The band gap of cadmium sulphide decides which light a CdS photoresistor can detect. Here the levels at the edge of the gap in the wurtzite crystal are computed in two ways. The start level comes from PBE, a density functional that gives every electron the same local potential. For the corrected level, the exchange-correlation part of that potential is replaced once by bare Hartree-Fock exchange, while the PBE orbitals are kept.

The three columns "state k" give the wave vector in units of the reciprocal cell, and (0, 0, 0) is the zone centre. At each wave vector the table lists the highest filled and the lowest empty level. Each column of levels is counted from its own highest filled level.

Wurtzite CdS, computed with ABINIT 10.8.3 using PBE without spin-orbit coupling, PseudoDojo NC SR PBE v0.4.1 standard pseudopotentials, a 1251.72 eV plane-wave cutoff and an unshifted 4×4×2 k mesh. Corrected levels come from a one-shot Hartree-Fock step on the PBE orbitals; each column of levels counts from its own highest filled level.

```
row  state k a (reciprocal cell vector)  state k b (reciprocal cell vector)  state k c (reciprocal cell vector)   state band  state start level (eV)  state corrected level (eV)  state weight z
  1                               0.000                               0.000                               0.000   top filled                   0.000                       0.000         1.00000
  2                               0.000                               0.000                               0.000  first empty                   1.191                       8.109         1.00000
  3                               0.250                               0.000                               0.000   top filled                  -0.364                      -0.471         1.00000
  4                               0.250                               0.000                               0.000  first empty                   2.963                      10.049         1.00000
  5                               0.500                               0.000                               0.000   top filled                  -0.725                      -0.948         1.00000
  6                               0.500                               0.000                               0.000  first empty                   3.700                      11.175         1.00000
  7                               0.250                               0.250                               0.000   top filled                  -1.211                      -1.535         1.00000
  8                               0.250                               0.250                               0.000  first empty                   4.415                      12.207         1.00000
  9                               0.000                               0.000                               0.500   top filled                  -0.391                      -0.516         1.00000
 10                               0.000                               0.000                               0.500  first empty                   2.837                      10.033         1.00000
 11                               0.250                               0.000                               0.500   top filled                  -0.879                      -1.135         1.00000
 12                               0.250                               0.000                               0.500  first empty                   3.807                      11.202         1.00000
 13                               0.500                               0.000                               0.500   top filled                  -1.308                      -1.650         1.00000
 14                               0.500                               0.000                               0.500  first empty                   3.476                      10.627         1.00000
 15                               0.250                               0.250                               0.500   top filled                  -1.167                      -1.465         1.00000
 16                               0.250                               0.250                               0.500  first empty                   4.258                      11.769         1.00000
```

(a) Where is the gap, how large is it in each column, and what light would the photoresistor respond to?

Solution. Both columns place the highest filled and the lowest empty level at the zone centre, so the gap is direct. PBE makes it about 1.2 eV and bare exchange about 8 eV, nearly seven times as much. The measured gap is roughly 2.5 eV, a recalled value, and lies between the two.

The longest wavelength that can lift an electron across a gap E follows from

λ in nm = 1240 / (E in eV)

PBE gives about 1040 nm, so the device would respond to near infrared light. Bare exchange gives about 150 nm, far in the ultraviolet, and the device would be blind to daylight. The measured gap corresponds to roughly 500 nm, in the blue-green, which is why CdS looks yellow and works as a sensor for visible light. Neither column can be used as it stands to choose a detector material.

(b) Why does bare exchange open the gap?

Solution. In Hartree-Fock theory an electron in a filled orbital is repelled by all the other electrons but not by itself, because exchange cancels its own share of the repulsion. An electron placed in an empty orbital is repelled by every electron already present. It has no share of its own to cancel, so exchange lowers it much less. In a crystal each orbital is spread over so many cells that its own share is tiny. The argument then applies to the localised orbitals into which a filled band can be recombined, and it is exchange with the whole filled band that does the cancelling.

Hartree-Fock exchange thus treats filled and empty orbitals differently. PBE replaces this by one local potential for filled and empty states alike, and so loses much of the distinction. Restoring it pulls the two groups of levels apart, here by 6.9 eV at the zone centre. Because each column has its own zero, this figure is the change in the distance between the groups, and it can't be divided into a fall of the one and a rise of the other.

(c) Why does the gap become far too large, and what does the weight of 1 in the last column mean?

Solution. A gap is the cost of taking an electron out of a filled state and putting an electron into an empty one elsewhere in the crystal. In reality the remaining electrons respond to both events. They move towards the hole and away from the added electron, and this polarisation makes both steps cheaper. Bare exchange keeps all other electrons frozen, so the full unscreened cost remains.

The weight Z shows the same frozen picture. It is defined by

Z = 1 / (1 − dΣ/dE)

where Σ is the operator that takes the place of the PBE exchange-correlation potential, and E is the energy at which it is evaluated. Surroundings that respond take time to do so, which makes Σ depend on energy and brings Z below 1. Bare exchange has no such dependence, so Z is exactly 1 for every state by construction. It would be a mistake to read this value as a sign that the electrons of CdS are weakly correlated.

(d) Estimate the gap when the response of the other electrons is put back in the simplest way.

Solution. A polarisable medium weakens the interaction between distant charges by its electronic dielectric constant ε. The crudest step is to let only the share 1/ε of the PBE exchange-correlation potential be replaced by bare exchange. With the orbitals held fixed, each level changes in proportion to this share, and so does the gap:

gap = PBE gap + (bare-exchange gap − PBE gap) / ε

For CdS ε is about 5, a rough recalled value. The zone-centre levels then give

gap = 1.19 eV + 6.92 eV / 5 ≈ 2.6 eV

This is close to the measured 2.5 eV, and no level of the table was adjusted to reach it. The closeness shouldn't be read as precision, since ε = 4 would give 2.9 eV and ε = 6 would give 2.3 eV. The formula also screens all distances equally, whereas electrons close together are screened less than ε suggests. What the estimate does support is the order of magnitude: most of the 7 eV opening is cancelled once the surroundings may respond.

(e) Could the whole correction be replaced by one rigid upward shift of the empty levels?

Solution. Only as a first approximation. A shift chosen to give the right opening at the zone centre falls short by 1.2 eV at k = (0.25, 0.25, 0), where the distance between the filled and the empty level grows by 8.1 eV. The bands are stretched as well as moved apart. Measured from the top of the filled band, the other filled levels lie 26 to 32 % deeper than in PBE.

The usual explanation of such a stretch is a general one and isn't tested here. A band has width because electrons can pass from atom to atom. Exchange is non-local: it links two places at once, and most strongly those atoms that the filled states already bind together. It therefore adds to the passage between neighbours and widens the band. Screening would weaken this effect too, so the true stretch should be smaller.

The empty levels are stretched less evenly, by 9 to 27 % of their distance from the lowest one. A plausible reason is that their mixture of cadmium and sulphur orbitals changes with the wave vector, but this is a guess that the levels alone can't test.

(f) What would change if selenium took the place of sulphur?

Solution. Selenium holds its outer electrons more loosely. They are easier to polarise, so ε is larger, and the real gap is known to be smaller than in CdS. Bare exchange leaves this stronger response out as well. By the reasoning of part (d), a smaller share of the opening that it predicts would then survive. The rule for a neighbouring compound is that the more polarisable the crystal, the less of the bare-exchange opening is real.

(g) Which digits can be trusted, and would more bands or a finer mesh improve them?

Solution. More bands would leave the corrected levels as they are. Exchange acts only between an electron and the filled states, and the 52 valence electrons of the cell fill 26 bands, all of which are included. Empty bands become important once the response of the surroundings is computed, because polarisation means mixing empty states into filled ones.

A finer mesh of wave vectors would matter. Exchange reaches far through the crystal, and its long-range part is carried by wave vectors that lie very close together, which a coarse mesh samples badly. The resulting error is nearly the same for all filled states and almost absent for the empty ones. It therefore largely cancels in distances between filled levels but enters the gap in full.

The plane-wave cutoffs weren't converged in this run either. The gap with bare exchange is thus best quoted as about 8 eV at these settings. How far a finer mesh would move it can't be told from a single run. Close pairs of empty levels call for caution too, since even the small errors that remain in them can matter. The lowest empty levels at (0.25, 0, 0) and (0, 0, 0.5) are 0.13 eV apart in PBE and only 0.02 eV apart with bare exchange. Their order in the corrected column could change with a better mesh and deserves no explanation. That bare exchange widens the gap strongly is expected from theory and isn't in doubt, but the exact size of the opening is.
